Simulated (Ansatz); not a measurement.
CuO₂: the change of energy above lowest point and pressure with volume per atom

Equation of state of a cubic crystal from periodic Kohn-Sham density functional theory without spin; pressure corrected for the finite basis. The results are calculated, by Ansatz 0.2.0 development build.

Cell of the first row (space group Fm-3m, No. 225):
```
cell vectors (Å)
   0.0000     2.3675     2.3675
   2.3675     0.0000     2.3675
   2.3675     2.3675     0.0000
atoms (fractions of the cell vectors)
Cu  0.00000  0.00000  0.00000
O   0.25000  0.25000  0.25000
O   0.75000  0.75000  0.75000
```

Settings of every row: formula CuO2; structure type fluorite; functional PBE; spin treatment none; k mesh 13x13x13; occupation method fermi-dirac; occupation width 0.061225619 eV; wave cutoff 700 eV; datasets hard PAW; density cutoff ratio 4.

Limits: a cubic model structure, not a phase known at ambient conditions; modest k-mesh, values are not fully converged in k; no spin polarisation, a magnetic state may lie lower; the SCF threshold is loose for a stress in some rows.

| row | volume per atom (Å³) | energy above lowest point (meV/atom) | pressure (GPa) |
| --- | --- | --- | --- |
| 1 | 8.846 | 20.5 | 12.346 |
| 2 | 9.035 | ? | ? |
| 3 | 9.223 | 2.1 | 3.651 |
| 4 | 9.411 | 0 | 0.002 |
| 5 | 9.599 | 1.94 | -3.246 |
| 6 | 9.787 | 7.49 | -6.137 |
| 7 | 9.976 | 16.24 | -8.709 |

Question: what energy above lowest point and pressure should row 2 give?

Worked fit of energy above lowest point. Take u = (V_r/V)^(2/3) − 1 with V_r = 9.505 Å³ an atom, which is twice the finite (Eulerian) strain; such expansions in the strain, on which the Birch-Murnaghan equation of state is built, carry the rest volume and the bulk modulus. The shown rows have u = 0.04907, 0.02028, 0.00665, -0.00654, -0.0193, -0.03173. Least squares give energy above lowest point = 0.504 − 148.75 × u + 11100.4 × u² + 4813 × u³ meV/atom; a parabola predicts inner rows, each left out in turn, worse (root mean square 0.094 against 0.024 meV/atom). The rows lie off it by 0.00, 0.01, -0.01, -0.01, 0.01, -0.01. Its lowest point lies at u = 0.0067, or V = 9.411 Å³ an atom, and the curvature there gives the bulk modulus at fixed shape and fractions, B = (4/9)(1 + u)² E″(u)/V = 172 GPa. The withheld row has u = 0.03439, so the fit gives 0.504 − 148.75 × (0.03439) + 11100.4 × (0.03439)² + 4813 × (0.03439)³ = 8.71 meV/atom.

The calculation gave 8.75 meV/atom. The fit lies 0.04 meV/atom (0.2 % of the column's range) below it; its largest miss of a shown row is 0.01 meV/atom.

Worked fit of pressure. Take u = (V_r/V)^(2/3) − 1 with V_r = 9.505 Å³ an atom, which is twice the finite (Eulerian) strain; such expansions in the strain, on which the Birch-Murnaghan equation of state is built, carry the rest volume and the bulk modulus. The shown rows have u = 0.04907, 0.02028, 0.00665, -0.00654, -0.0193, -0.03173. Least squares give pressure = −1.6701 + 246.351 × u + 783.33 × u² + 351.2 × u³ GPa; a parabola predicts inner rows, each left out in turn, worse (root mean square 0.0073 against 0.0024 GPa). The rows lie off it by 0.000, 0.000, -0.001, 0.002, -0.002, 0.000. The pressure vanishes at u = 0.0066, or V = 9.411 Å³ an atom, and there the bulk modulus at fixed shape and fractions is B = −V dP/dV = (2/3)(1 + u) dP/du = 172 GPa. The withheld row has u = 0.03439, so the fit gives −1.6701 + 246.351 × (0.03439) + 783.33 × (0.03439)² + 351.2 × (0.03439)³ = 7.743 GPa.

The calculation gave 7.747 GPa. The fit lies 0.004 GPa (0.019 % of the column's range) below it; its largest miss of a shown row is 0.002 GPa.
